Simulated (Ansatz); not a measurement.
# LaC₂: the change of pressure and energy above given cell with volume ratio

All results are calculated (Ansatz 0.2.0). Plane-wave density functional theory, PAW datasets, Gaussian smearing 0.05 eV: equation of state, the given cell scaled in volume with shape and atoms relaxed at each volume.

The cell before it is scaled or strained (space group I4/mmm, No. 139):
```
LaC2
1.0
     -1.9459     1.9459     3.2630
      1.9459    -1.9459     3.2630
      1.9459     1.9459    -3.2630
La C
1 2
Direct
  0.00000 0.00000 0.00000
  0.40080 0.40080 0.00000
  0.59920 0.59920 0.00000
```

Settings of every row: paw set soft_2; functional PBEsol; spin treatment none; moment partition spheres; spin axis none; wave cutoff 420 eV; k mesh 12x12x12; symmetry use detected.

Atom hubbard u: 0 on all atoms.

| row | volume ratio | V (Å³/atom) | pressure (GPa) | energy above given cell (meV per atom) |
| --- | --- | --- | --- | --- |
| 1 | 0.96 | 15.816 | 4.417 | 8.81 |
| 2 | 0.98 | 16.145 | 2.097 | 2.15 |
| 3 | 1 | 16.475 | 0.02 | 0 |
| 4 | 1.02 | 16.804 | ? | ? |
| 5 | 1.04 | 17.134 | -3.493 | 7.38 |

Question: what pressure and energy above given cell should row 4 give?

Worked fit of pressure. Take u = (V_r/V)^(2/3) − 1 with V_r = 16.31 Å³ an atom, which is twice the finite (Eulerian) strain; such expansions in the strain, on which the Birch-Murnaghan equation of state is built, carry the rest volume and the bulk modulus. The shown rows have u = 0.02072, 0.0068, -0.00669, -0.03232. Least squares give pressure = 1.0302 + 154.243 × u + 442.6 × u² GPa; a straight line predicts inner rows, each left out in turn, worse (root mean square 0.19 against 0.005 GPa). The rows lie off it by 0.001, -0.003, 0.002, 0.000. The pressure vanishes at u = -0.0068, or V = 16.48 Å³ an atom, and there the bulk modulus with shape and atoms relaxed is B = −V dP/dV = (2/3)(1 + u) dP/du = 98.1 GPa. The withheld row has u = -0.0197, so the fit gives 1.0302 + 154.243 × (-0.0197) + 442.6 × (-0.0197)² = -1.837 GPa.

The calculation gave -1.837 GPa. The fit meets it to the printed digit.

Worked fit of energy above given cell. Take u = (V_r/V)^(2/3) − 1 with V_r = 16.31 Å³ an atom, which is twice the finite (Eulerian) strain; such expansions in the strain, on which the Birch-Murnaghan equation of state is built, carry the rest volume and the bulk modulus. The shown rows have u = 0.02072, 0.0068, -0.00669, -0.03232. Least squares give energy above given cell = 0.545 + 160.26 × u + 11504.2 × u² meV per atom; a straight line predicts inner rows, each left out in turn, worse (root mean square 5.1 against 0.033 meV per atom). The rows lie off it by 0.01, -0.02, 0.01, 0.00. Its lowest point lies at u = -0.0070, or V = 16.48 Å³ an atom, and the curvature there gives the bulk modulus with shape and atoms relaxed, B = (4/9)(1 + u)² E″(u)/V = 98 GPa. The withheld row has u = -0.0197, so the fit gives 0.545 + 160.26 × (-0.0197) + 11504.2 × (-0.0197)² = 1.85 meV per atom.

The calculation gave 1.89 meV per atom. The fit lies 0.04 meV per atom (2.1 % of the value, 0.45 % of the column's range) below it; its largest miss of a shown row is 0.02 meV per atom.
